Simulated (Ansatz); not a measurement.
A series in volume per atom on SO

All results are calculated (Ansatz 0.2.0 development build). Equation of state of a cubic crystal from periodic Kohn-Sham density functional theory without spin; pressure corrected for the finite basis.

Cell of the first row (space group Fm-3m, No. 225):
```
SO
1.0
      0.0000     2.2638     2.2638
      2.2638     0.0000     2.2638
      2.2638     2.2638     0.0000
S O
1 1
Direct
  0.00000 0.00000 0.00000
  0.50000 0.50000 0.50000
```

Settings of every row: formula SO; structure type rock salt; functional PBE; spin treatment none; k mesh 21x21x21; occupation method fermi-dirac; occupation width 0.061225619 eV; wave cutoff 700 eV; datasets hard PAW; density cutoff ratio 4.

Limits: a cubic model structure, not a phase known at ambient conditions; the SCF threshold is loose for a stress in some rows.

| row | volume per atom (Å³) | pressure (GPa) | energy above lowest point (meV/atom) |
| --- | --- | --- | --- |
| 1 | 11.602 | 9.127 | 19.92 |
| 2 | 11.849 | 5.742 | 8.52 |
| 3 | 12.096 | 2.711 | 2.05 |
| 4 | 12.342 | -0.002 | 0 |
| 5 | 12.589 | ? | ? |
| 6 | 12.836 | -4.602 | 7.36 |
| 7 | 13.083 | -6.542 | 15.97 |

Question: what pressure and energy above lowest point should row 5 give?

Worked fit of pressure. Take u = (V_r/V)^(2/3) − 1 with V_r = 12.219 Å³ an atom, which is twice the finite (Eulerian) strain; such expansions in the strain, on which the Birch-Murnaghan equation of state is built, carry the rest volume and the bulk modulus. The shown rows have u = 0.03515, 0.02071, 0.00677, -0.00666, -0.03231, -0.04453. Least squares give pressure = 1.318 + 201.937 × u + 573.1 × u² GPa; a straight line predicts inner rows, each left out in turn, worse (root mean square 0.36 against 0.0056 GPa). The rows lie off it by 0.003, -0.004, 0.000, -0.001, 0.006, -0.004 (root mean square 0.0036 GPa). The pressure vanishes at u = -0.0067, or V = 12.34 Å³ an atom, and there the bulk modulus at fixed shape and fractions is B = −V dP/dV = (2/3)(1 + u) dP/du = 129 GPa. The withheld row has u = -0.01969, so the fit gives 1.318 + 201.937 × (-0.01969) + 573.1 × (-0.01969)² = -2.436 GPa.

The calculation gave -2.431 GPa. The fit lies 0.005 GPa (0.032 % of the column's range) below it; its largest miss of a shown row is 0.006 GPa.

Worked fit of energy above lowest point. Take u = (V_r/V)^(2/3) − 1 with V_r = 12.219 Å³ an atom, which is twice the finite (Eulerian) strain; such expansions in the strain, on which the Birch-Murnaghan equation of state is built, carry the rest volume and the bulk modulus. The shown rows have u = 0.03515, 0.02071, 0.00677, -0.00666, -0.03231, -0.04453. Least squares give energy above lowest point = 0.51 + 150.77 × u + 11317.3 × u² + 2994 × u³ meV/atom; a parabola predicts inner rows, each left out in turn, worse (root mean square 0.057 against 0.015 meV/atom). The rows lie off it by 0.00, 0.01, 0.00, -0.01, 0.01, 0.00. Its lowest point lies at u = -0.0067, or V = 12.34 Å³ an atom, and the curvature there gives the bulk modulus at fixed shape and fractions, B = (4/9)(1 + u)² E″(u)/V = 128 GPa. The withheld row has u = -0.01969, so the fit gives 0.51 + 150.77 × (-0.01969) + 11317.3 × (-0.01969)² + 2994 × (-0.01969)³ = 1.91 meV/atom.

The calculation gave 1.91 meV/atom. The fit meets it to the printed digit.
